**Examination question: the energy profile of a lithium ion hopping in silicon**

The table gives a climbing-image nudged elastic band, computed with PBE, for one Li⁺ ion moving between two interstitial positions of a 16-atom silicon cell. The energy over the start, E, is the energy of an image relative to row 1. The path length, s, is the distance travelled along the band. The band force is the largest force component that the optimiser left on an image. The run counts images from 0, so its image 3 is row 4.

Climbing-image nudged elastic band for Li hopping in a 16-atom Si cell of charge +1 e, with five images between relaxed ends, computed with Ansatz 0.2.0 (PBE, PAW, no spin polarisation). The plane-wave cutoff is 420 eV, the k mesh 2×2×2 and the Gaussian smearing 0.02 eV. Band forces are largest components, with a convergence limit of 0.03 eV/Å.

| row | energy over the start (eV) | path length (Å) | band force (eV/Å) |
| --- | --- | --- | --- |
| 1 | 0.000 | 0.000 | n/a |
| 2 | 0.113 | 0.422 | 0.015 |
| 3 | 0.417 | 0.841 | 0.021 |
| 4 | 0.587 | 1.259 | 0.019 |
| 5 | 0.416 | 1.677 | 0.024 |
| 6 | 0.113 | 2.097 | 0.022 |
| 7 | 0.000 | 2.518 | n/a |

(a) Identify the two end sites and the midpoint, and say which features of the profile symmetry fixes.

(b) Explain why there is a barrier and why it has its top where it does.

(c) Derive the simplest formula for E(s), evaluate it for row 2, and describe how the computed profile departs from it.

(d) Discuss what could cause the departure, and treat the small irregularities of the table.

**Model answer**

*(a) Sites and symmetry.* The cell is twice the primitive diamond cell along each edge, with cubic lattice constant a = 5.43 Å. In units of a, Li starts at (5/4, 5/4, 3/4) and ends at (3/2, 3/2, 1/2). Modulo the lattice these are (3/4, 3/4, 3/4) and (1/2, 1/2, 1/2), two neighbouring tetrahedral holes. They lie a√3/4 = 2.351 Å apart, and the Li move in the run is 2.348 Å. Halfway between them is the hexagonal site, the centre of a puckered ring of six Si atoms.

The hexagonal site is an inversion centre of the diamond lattice, and the inversion exchanges the two holes. The reaction energy must therefore vanish, and a path that the inversion maps onto itself must give a mirror profile with zero slope at the midpoint. The table agrees: rows 2 and 6 are equal, and row 4 lies at exactly half the path length. These features follow from the symmetry of the two ends and say nothing about the mechanism. Nor do they locate Li at row 4, which is taken below to be the ring centre, as a straight hop would have it. Symmetry leaves open whether the midpoint is a maximum or a shallow dip between two maxima.

*(b) The barrier.* The run has 66 electrons, which is the count for neutral silicon plus a Li⁺ core with its filled 1s shell, and the recorded electronic output shows a gap of 0.265 eV on the k mesh. That output belongs to the top image, row 4, since its free energy lies 0.587 eV above that of the start; the gap with Li in the hole is not shown here, though the electron count is the same. No covalent bond is made or broken between the ends. The moving object is thus a small closed-shell cation. Its barrier is explained here by short-range repulsion, which the run does not isolate: the filled core overlaps the electron density of the nearby Si atoms and their bonds, and the Pauli principle makes that overlap costly.

The geometry of the unrelaxed lattice shows where the cost arises. In the hole, Li has four Si at 2.35 Å and six more at 2.72 Å. At the ring centre it has six Si at 2.25 Å, and the next shell has receded to 3.53 Å. The ion exchanges a roomy cage for a tight collar in which more atoms sit closer.

The top is not set by the single shortest contact. Because the ring is puckered, Li meets its atoms three at a time: in the unrelaxed lattice three Si are at 2.22 Å near row 3 and the other three still at 2.35 Å, while at row 4 all six are at 2.25 Å. A steep repulsion summed over the atoms weighs number against distance. The sum of exp(−r/ρ) over the rigid lattice, with r the Li–Si distance, peaks at row 4 for each of the three ranges ρ tried. The pucker is small enough that the two groups of three merge into one hump, in agreement with the single maximum of the band.

*(c) The formula.* Let x = s/L, with L the whole path length. The slope vanishes at both relaxed ends and the profile is mirror-symmetric, so E is a cosine series in 2πx that is zero at x = 0. With 1 − cos 2θ = 2 sin²θ it reads

E(x) = Eb sin²(πx) + A₂ sin²(2πx) + …

The second term vanishes at the midpoint, so to this order Eb is the barrier itself. The first term alone is the potential energy of a rigid pendulum swung from its rest position over the top and down again. The pendulum captures two flat points joined by one smooth rise, and it has curvatures of equal size at bottom and top. It has one coordinate and a fixed pivot, whereas the ring that Li crosses can move, and the analogy ends there.

For row 2, with Eb taken from row 4 only, so that row 2 is a true test:

x = 0.422 / 2.518 = 0.1676

sin²(0.1676 × 180°) = sin²(30.17°) ≈ 0.2525

E = 0.587 eV × 0.2525 = 0.148 eV

The table has 0.113 eV, so the pendulum is too high by 0.035 eV, which is 31 % of that row's energy. It is also too high at rows 3, 5 and 6. The computed peak is therefore narrower than a sinusoid: the ion moves some way out of the hole cheaply and pays most of the barrier nearer the ring. The steepest stretch lies between rows 2 and 3.

A least-squares fit of A₂, to which only rows 2, 3, 5 and 6 contribute, gives −0.040 eV, about 7 % of the barrier. The misfit drops to 0.005 eV at most, still ten times the rounding of the energies. A negative A₂ softens the well and sharpens the top: the pendulum's common 1.83 eV/Å² becomes about 1.3 at the well and −2.3 at the top. The symmetric profile holds only three independent energies, so two terms describe its shape and do not explain it. The analysis output printed after this text lists the values row by row.

*(d) The cause of the narrowing.* An exponential repulsion from rigidly held atoms places the top correctly but gets the shape wrong. Scaled to the barrier, with Li put at the fraction x of its hop, the exponential sum overshoots row 2 by 0.06 to 0.08 eV, about twice the error of the sinusoid. It overshoots row 3 as well, because three ring atoms are already close early in the hop. The squeeze through a fixed ring can account for the existence and position of the barrier; the narrow peak needs something more than this sum. It may come from motion of the silicon, from repulsion by the electrons in the bonds, or from the electrostatic and polarisation energy of the ion, all of which the sum leaves out.

The numbers do show that the silicon moves. In the structure recorded for the run, where Li has ten Si neighbours as in the tetrahedral hole, the shortest Li–Si contact is 0.043 Å longer than in the ideal lattice. The path is also 0.170 Å longer than the Li move, as it should be if s adds up the motion of all atoms, though a bend in the Li path would lengthen it too. That the yielding of the three nearest Si atoms cheapens the early part of the hop, relative to the six-atom collar, is a guess that fits the sign of the misfit and is untested here.

Another possibility concerns the coordinate alone, and it can be bounded. If Li travels straight and reaches the ring centre at row 4, it trails s by at most 0.085 Å in each half, and an ion that trails has climbed less. A pure sinusoid in the Li position would need nearly this whole lag at row 2, and 0.007 Å more than the whole at row 3. It would also require the silicon to do most of its moving in the first interval and much less while the ring is entered, which is implausible. A lag can supply part of the narrowing, and how large a part remains a guess.

The irregularities are numerical. Rows 3 and 5 differ by 0.001 eV, one unit of the last digit, and call for no cause. The band forces scatter between 0.015 and 0.024 eV/Å without following the energy, all under the limit. They are leftovers after the true force along the path has been replaced by springs, or reversed at the climbing image, and they are far below the energy slopes between rows, the smallest of which is 0.27 eV/Å.

**Remarks on the reasoning**

A good answer sorts its statements by their support. The single top, the narrow shape and the failure of the rigid sum are read from numbers. The sites and the squeeze through the ring are argued from ideal geometry and standard physics. Citing the mirror symmetry or the zero reaction energy as support for the mechanism earns nothing, since any mechanism on this path would have them.

The top is a converged maximum along the band, but the run did not establish it as a first-order saddle. Its check found a lowest curvature of −2.15 eV/Å² and did not settle. A quartic through rows 2 to 6, pinned at row 4, also gives −2.15 eV/Å², but other estimates from the table run from −1.95 (rows 3 to 5 alone) to −2.32 eV/Å² (the two-term series), so the match to the last digit is chance. That the check's value lies in this range suggests that it found the direction of the path. Whether the energy also falls in a second direction stays open, and if it did, a lower route around the ring centre would exist.

The height matters more in practice than the shape, because a hop rate scales as exp(−Eb/kT). The value 0.587 eV belongs to the one path that the band found from its starting guess, and other routes were not searched. It also belongs to a cell in which Li repeats every 7.68 Å in a neutralising background, so the silicon cannot relax over a longer range; the leading error of the background is the same for hole and ring and cancels, while smaller terms need not. The lattice constant is slightly smaller than the one PBE prefers. By the argument of part (b) a tighter ring raises the barrier and a wider one lowers it, but this cell tests neither. The energies are electronic, without zero-point motion of the light ion. Semilocal functionals tend to underrate barriers, most clearly where bonds are stretched; no bond breaks in this hop, so the error is expected to be smaller, but the run does not measure it.

The analysis program printed:

```
top: row 4, 0.587 eV, s/L = 0.5000; table rounding +-0.0005 eV, +-0.0005 A
mirror differences rows 1-7, 2-6, 3-5 (eV): +0.000 +0.000 +0.001
image spacings (A): 0.422 0.419 0.418 0.418 0.420 0.421
slopes between rows (eV/A): +0.268 +0.726 +0.407 -0.409 -0.721 -0.268
band forces 0.015 to 0.024 eV/A, limit 0.03
E/Eb: row 2 0.193, row 3 0.710
second harmonic A2 = -0.0398 eV = -6.8 % of barrier
row  s/L    E     sin^2  model-E  +A2    model-E (eV)
1  0.000  0.000  0.000  +0.000  0.000  +0.000
2  0.168  0.113  0.148  +0.035  0.118  +0.005
3  0.334  0.417  0.441  +0.024  0.412  -0.005
4  0.500  0.587  0.587  +0.000  0.587  +0.000
5  0.666  0.416  0.441  +0.025  0.412  -0.004
6  0.833  0.113  0.148  +0.035  0.118  +0.005
7  1.000  0.000  0.000  +0.000  0.000  +0.000
worst, sin^2: row 2, +0.035 eV = +31 % of that row
worst, with A2: row 3, -0.005 eV = -1 % of that row
top curvature (eV/A^2): sin^2 -1.83, with A2 -2.32
  rows 3-5 difference -1.95, quartic rows 2-6 -2.15, saddle check -2.15
well curvature (eV/A^2): sin^2 1.83, with A2 1.33, parabola to row 2 1.27
that parabola at rows 3, 4: 0.449, 1.006 eV
ideal hop = ideal Si-Si bond = 2.351 A; Li move in run 2.348 A
ideal lattice, Li at fraction s/L: nearest Si shells (count x A)
  row 1: 4 x 2.35, 6 x 2.72, 12 x 4.50
  row 2: 3 x 2.25, 3 x 2.51, 1 x 2.75
  row 3: 3 x 2.22, 3 x 2.35, 1 x 3.14
  row 4: 6 x 2.25, 8 x 3.53, 6 x 4.45
nearest Si, ideal: end 2.351, midpoint 2.251, change -0.100 A
caption minus ideal: Li-Si +0.043 A, Si-Si -0.015 A
rigid sum of exp(-r/rho), scaled to barrier: rows 2, 3 in eV (model-E)
  rho 0.2 A: 0.194 (+0.081), 0.471 (+0.054), top row 4
  rho 0.3 A: 0.183 (+0.070), 0.464 (+0.047), top row 4
  rho 0.5 A: 0.174 (+0.061), 0.459 (+0.042), top row 4
path minus Li move 0.170 A (7.2 %); per half 0.085 A
upper bound on collective Si travel sqrt(L^2-d^2) = 0.91 A
Li position (A): allowed range, proportional, needed by sin^2 in Li coordinate
  row 2: 0.337 to 0.422, 0.394, 0.339; needed minus lower end +0.002
  row 3: 0.756 to 0.841, 0.784, 0.749; needed minus lower end -0.007
```
